Squeezing a single layer of MoTe2 widens its band gap, and stretching it narrows the gap. The table below follows this from 4 % stretching to 2 % compression. The question for this page is what happens on squeezing further, to −3 and −4 %: does the gap keep growing, and does it stay direct? The second half matters for the emission of light, because a direct gap lets an electron and a hole recombine without help from a lattice vibration, whereas an indirect gap does not.

The table shows a 2H monolayer of MoTe2 (unstrained in-plane lattice constant 3.561 Å) under equal strain along both in-plane axes. The runs use Ansatz 0.2.0 with plane-wave PAW, r2SCAN with spin–orbit coupling and a 12×12×1 k mesh, with atoms relaxed in r2SCAN at each strain. Changes and energy rises are relative to the unstrained sheet.

```
strain (%)  band gap (eV)  band gap change (eV)  least direct gap change (eV)  gap kind  energy rise per atom (meV)
        -4              ?                     ?                             ?         ?                           ?
        -3              ?                     ?                             ?         ?                           ?
        -2          1.164                 0.179                         0.179    direct                        10.6
        -1          1.072                 0.086                         0.086    direct                         2.7
         1          0.906                -0.079                        -0.079    direct                         2.2
         2          0.834                -0.151                        -0.151    direct                         9.2
         3          0.770                -0.216                        -0.216    direct                        20.5
         4          0.712                -0.273                        -0.273    direct                        36.2
```

Strain is the change of both in-plane lengths in per cent, negative for compression. The two lengths change equally, the height of the cell, which is mostly vacuum, stays fixed, and the atoms are free to relax. The band gap is the smallest energy between any filled and any empty state. The least direct gap is the smallest such energy at one and the same crystal momentum. Both changes are counted from the unstrained sheet, whose gap follows from any row as band gap minus band gap change, about 0.985 eV. The energy rise per atom is the elastic cost.

In the six known rows the gap is direct, and its response to strain weakens as the sheet is stretched. Going from −2 to −1 % lowers the gap by 0.092 eV, while going from 3 to 4 % lowers it by only 0.058 eV. The curve is smooth, so one pair of band edges seems to govern the whole known range. The runs at −2 and 1 % carry a warning that the exchange–correlation potential is rough where the density is thin, but neither gap departs visibly from the curve.

In the six known rows both edges lie at the corner of the Brillouin zone, the point K, and in this material they are known to consist mainly of molybdenum d states. They are not the bonding and antibonding halves of one pair: at K they differ in symmetry, so they cannot mix and push each other apart. Each shifts on its own as the atoms approach, because its overlap with the neighbours and the potential around it change, and the gap widens because the empty edge rises faster. From zero to −1 % the runs show the empty edge rising by 0.131 eV and the filled one by 0.045 eV, provided that their energy scales share a zero. Overlap also changes faster at short distance than at long distance, which would account for the steeper slope on the compressed side. The slope belongs to the deformation as a whole, with no division between in-plane stretching and a change in the thickness of the layer.

For a smooth curve and modest strain, two terms of a power series suffice. With ε for the strain in per cent, a fit to the six known rows gives the change of the least direct gap in eV:

Δ = −0.0825 ε + 0.00354 ε²

There is no constant, because the change is zero at zero strain. At ε = −3 the two terms are 0.247 and 0.032 eV, together 0.279 eV. Added to 0.985 eV, this puts the direct gap at 1.26 eV. The row at −3 % had no part in the fit, so this is a real forecast.

The direct gap is only an upper limit to the band gap, however. The lowest empty band has a second valley between the zone centre and K, often called Q. In the unstrained sheet it lies higher than the valley at K, roughly 0.2 eV higher as a recalled figure. Compression raises the K valley relative to the filled edge. Once it has risen past Q, the lowest empty state sits at a different momentum from the highest filled one, and the gap is indirect.

To turn this into numbers, the response of the Q valley to strain is needed. The simplest assumption is that it keeps its distance from the filled edge at K. The band gap then stops growing at 0.985 + 0.2 ≈ 1.19 eV, and the fitted curve reaches this height at a strain of about −2.2 %. Both the 0.2 eV and the constant distance are rough, and the ranges below are judgements that allow for this.

Forecasts:

Kind of gap: indirect at −3 and −4 %, less surely at −3 %.
Band gap: 1.19 ± 0.09 eV at −3 %, 1.19 ± 0.13 eV at −4 %.
Change of the least direct gap: 0.279 ± 0.01 eV at −3 %, 0.387 ± 0.02 eV at −4 %.
Energy rise per atom: 23.9 ± 0.5 meV at −3 %, 42.8 ± 1.5 meV at −4 %.

The energies come from a cubic curve through the same six rows. It allows for a small leftover stress and for atoms that resist squeezing more than stretching. At −3 % the range for the band gap is wide enough to include a gap that has stayed direct, so the sharper test there is the kind of gap.

The withheld rows as computed:

```
strain (%)  band gap (eV)  band gap change (eV)  least direct gap change (eV)  gap kind  energy rise per atom (meV)
        -4          1.114                 0.128                         0.380  indirect                        43.4
        -3          1.155                 0.170                         0.277  indirect                        24.1
```

The gap is indirect in both rows, and every computed value lies within its range. Had the gap stayed direct and followed the fitted curve, it would have been 1.26 and 1.37 eV. The computed band gaps are 1.155 and 1.114 eV. Somewhere between −2 and −3 %, squeezing therefore stops opening the gap of this sheet and begins to close it.

The least direct gap takes no notice of the change. It goes on growing almost as the six earlier rows foretold, with a forecast that is too high by 0.002 eV at −3 % and by 0.007 eV at −4 %. This is the most telling result on the page. The states that formed the gap before are still there and still moving apart, but another state has slipped in between them. The runs also give its place: in both rows the lowest empty state lies on the line from the zone centre to K, a little more than halfway along. This is the Q valley.

The forecast of the band gap is less good than its range suggests. It is too high by 0.03 eV at −3 % and by 0.07 eV at −4 %, and the growing miss shows what is wrong. The indirect gap is not constant: it shrinks by 0.041 eV between the two rows. The Q valley and the filled edge thus draw together, while the K valley moves away from both. If the energy scales of the two runs share a zero, most of this is the work of the filled edge, which rises by 0.035 eV, while the Q valley falls by only 0.006 eV. On that scale, squeezing pushes up the empty state at K but hardly moves the one at Q. A difference of this kind is to be expected, since the two states are built differently. In sheets of this family the empty state at K is known to be mainly the molybdenum d orbital that points out of the plane, while the one at Q mixes in more of the in-plane d orbitals and of the p orbitals of the outer atoms. The runs here do not resolve the orbitals, so they cannot show which overlap matters most.

A straight line through the two indirect gaps shows how the forecast still came so close. Carried back to −2 %, the line stands at 1.196 eV, which is 0.032 eV above the direct gap there, in keeping with a row that is still direct. At −3 % the indirect gap is 0.107 eV below the direct one. The crossing then lies a fraction 0.032/(0.032 + 0.107) ≈ 0.23 of the way from −2 to −3 %, again near −2.2 %.

The agreement on the crossing probably hides two errors that offset each other. Carried on to zero strain, the same line reaches 1.155 + 3 × 0.041 ≈ 1.28 eV, so the second valley would start about 0.29 eV above the first, not 0.2 eV. On this reading the assumed valley started too low but kept its distance from the filled edge, whereas the computed one starts higher and draws closer. The two pictures meet near the crossing and part on either side of it. A line through two points, carried over three per cent of strain, is itself only a rough guide.

The energy forecasts are slightly low, by 0.2 and 0.6 meV per atom. The sheet stiffens under compression a little more than the cubic curve allows. The energy shows no break where the gap changes kind, as is natural: the change concerns only which empty state is lowest, and a state that holds no electron adds nothing to the total energy.

The place of the crossing is less certain than the fact that the two valleys exchange order. Spin–orbit coupling, which splits the bands at both K and Q, is included in the runs: their 46 electrons fill 46 bands, one each. But the Q valley was read at a single added point, labelled as the band edge found with the functional PBE, so its true bottom may lie slightly lower. Such a point matters: on the regular mesh alone, the gap at −3 % would have come out as 1.197 eV instead of 1.155 eV. The spacing of the two valleys also depends on the functional, and r2SCAN is expected to put the gap as a whole too low. Near the crossing the two gaps shift against each other by 0.032 + 0.107 ≈ 0.14 eV per per cent of strain, so lowering Q by 0.03 eV would bring the change about 0.2 % of strain earlier.

For a related sheet the same two questions lead to a first guess: which band edge is next in line, and which way does strain move it? In monolayer MoS2, the filled state at the zone centre lies close below the one at K and rises relative to it when the sheet is stretched in its plane, so the gap is known to turn indirect on the stretched side too, after a small strain. In MoTe2 that state lies deeper, and the rows here stay direct up to 4 %. The fits and the comparison of direct and indirect gaps are in the output that follows.

The analysis program printed:

```
unstrained gap implied by the known rows, eV: 0.9853
fall of the gap from -2 to -1 %, eV: 0.092
fall of the gap from 3 to 4 %, eV: 0.058
fit of least_direct_gap_change on 6 rows: coefficient of strain -0.08249 +/- 7.8e-05, coefficient of strain**2 0.003542 +/- 2.4e-05; rms 0.000227, worst 3 0.000393, leave-one-out rms 0.000532
  rows outside the fit (model, value, miss): -4 0.3866, 0.38, 0.00664; -3 0.2794, 0.277, 0.00236
forecast of the fundamental gap at -3 and at -4 %, eV: 1.185
forecast strain of the valley crossing, %: -2.214
miss of the gap forecast at -3 % (forecast less computed), eV: 0.03033
miss of the gap forecast at -4 % (forecast less computed), eV: 0.07133
direct-only rival at -3 %, gap in eV: 1.265
direct-only rival at -4 %, gap in eV: 1.372
miss of the direct-only rival at -3 %, eV: 0.1097
miss of the direct-only rival at -4 %, eV: 0.258
Direct and fundamental gap:
  row  direct gap eV  fundamental gap eV  direct less fundamental eV  indirect (1 yes)
   -4          1.365               1.114                      0.2513                 1
   -3          1.262               1.155                      0.1073                 1
   -2          1.164               1.164                   0.0003333                 0
   -1          1.071               1.072                  -0.0006667                 0
    1         0.9063               0.906                   0.0003333                 0
    2         0.8343               0.834                   0.0003333                 0
    3         0.7693                0.77                  -0.0006667                 0
    4         0.7123               0.712                   0.0003333                 0
change of the fundamental gap from -3 to -4 %, eV: -0.041
line through the gaps at -4 and -3 % carried on to -2 %, eV: 1.196
fit of energy_rise_per_atom on 6 rows: coefficient of strain -0.2071 +/- 0.017, coefficient of strain**2 2.468 +/- 0.0065, coefficient of strain**3 -0.0386 +/- 0.0024; rms 0.031, worst 2 -0.0519, leave-one-out rms 0.0981
  rows outside the fit (model, value, miss): -4 42.78, 43.4, -0.617; -3 23.87, 24.1, -0.226
```
